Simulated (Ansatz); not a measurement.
Rh: energy above lowest point and pressure against volume per atom

Results calculated with Ansatz 0.2.0 development build, not measured. Equation of state of a cubic crystal from periodic Kohn-Sham density functional theory without spin; pressure corrected for the finite basis.

Cell of the first row (space group Fm-3m, No. 225):
```
Rh
1.0
      0.0000     1.8763     1.8763
      1.8763     0.0000     1.8763
      1.8763     1.8763     0.0000
Rh
1
Direct
  0.00000 0.00000 0.00000
```

Settings of every row: formula Rh; structure type fcc; functional PBE; spin treatment none; k mesh 25x25x25; occupation method fermi-dirac; occupation width 0.061225619 eV; wave cutoff 700 eV; datasets hard PAW; density cutoff ratio 4.

Limits: the SCF threshold is loose for a stress in some rows.

```
row  volume per atom (Å³)  energy above lowest point (meV/atom)  pressure (GPa)
  1                13.212                                 45.31          18.476
  2                13.493                                 19.14          11.503
  3                13.774                                     ?               ?
  4                14.055                                     0          -0.117
  5                14.336                                  4.52          -4.933
  6                14.617                                 16.98          -9.184
  7                14.899                                 36.45         -12.931
```

Question: what energy above lowest point and pressure should row 3 give?

Worked fit of energy above lowest point. Take u = (V_r/V)^(2/3) − 1 with V_r = 14.195 Å³ an atom, which is twice the finite (Eulerian) strain; such expansions in the strain, on which the Birch-Murnaghan equation of state is built, carry the rest volume and the bulk modulus. The shown rows have u = 0.04901, 0.03439, 0.00663, -0.00657, -0.01934, -0.03175. Least squares give energy above lowest point = 1.207 − 344.06 × u + 24624.7 × u² + 15484 × u³ meV/atom; a parabola predicts inner rows, each left out in turn, worse (root mean square 0.31 against 0.035 meV/atom). The rows lie off it by -0.01, 0.01, -0.01, -0.01, 0.02, -0.01. Its lowest point lies at u = 0.0069, or V = 14.05 Å³ an atom, and the curvature there gives the bulk modulus at fixed shape and fractions, B = (4/9)(1 + u)² E″(u)/V = 256 GPa. The withheld row has u = 0.02027, so the fit gives 1.207 − 344.06 × (0.02027) + 24624.7 × (0.02027)² + 15484 × (0.02027)³ = 4.48 meV/atom.

The calculation gave 4.48 meV/atom. The fit meets it to the printed digit.

Worked fit of pressure. Take u = (V_r/V)^(2/3) − 1 with V_r = 14.195 Å³ an atom, which is twice the finite (Eulerian) strain; such expansions in the strain, on which the Birch-Murnaghan equation of state is built, carry the rest volume and the bulk modulus. The shown rows have u = 0.04901, 0.03439, 0.00663, -0.00657, -0.01934, -0.03175. Least squares give pressure = −2.5924 + 364.838 × u + 1270.59 × u² + 1149.4 × u³ GPa; a parabola predicts inner rows, each left out in turn, worse (root mean square 0.024 against 0.0034 GPa). The rows lie off it by 0.000, -0.001, 0.000, 0.002, -0.003, 0.001. The pressure vanishes at u = 0.0069, or V = 14.05 Å³ an atom, and there the bulk modulus at fixed shape and fractions is B = −V dP/dV = (2/3)(1 + u) dP/du = 257 GPa. The withheld row has u = 0.02027, so the fit gives −2.5924 + 364.838 × (0.02027) + 1270.59 × (0.02027)² + 1149.4 × (0.02027)³ = 5.334 GPa.

The calculation gave 5.335 GPa. The fit lies 0.001 GPa (0.0032 % of the column's range) below it, one unit of the last digit.
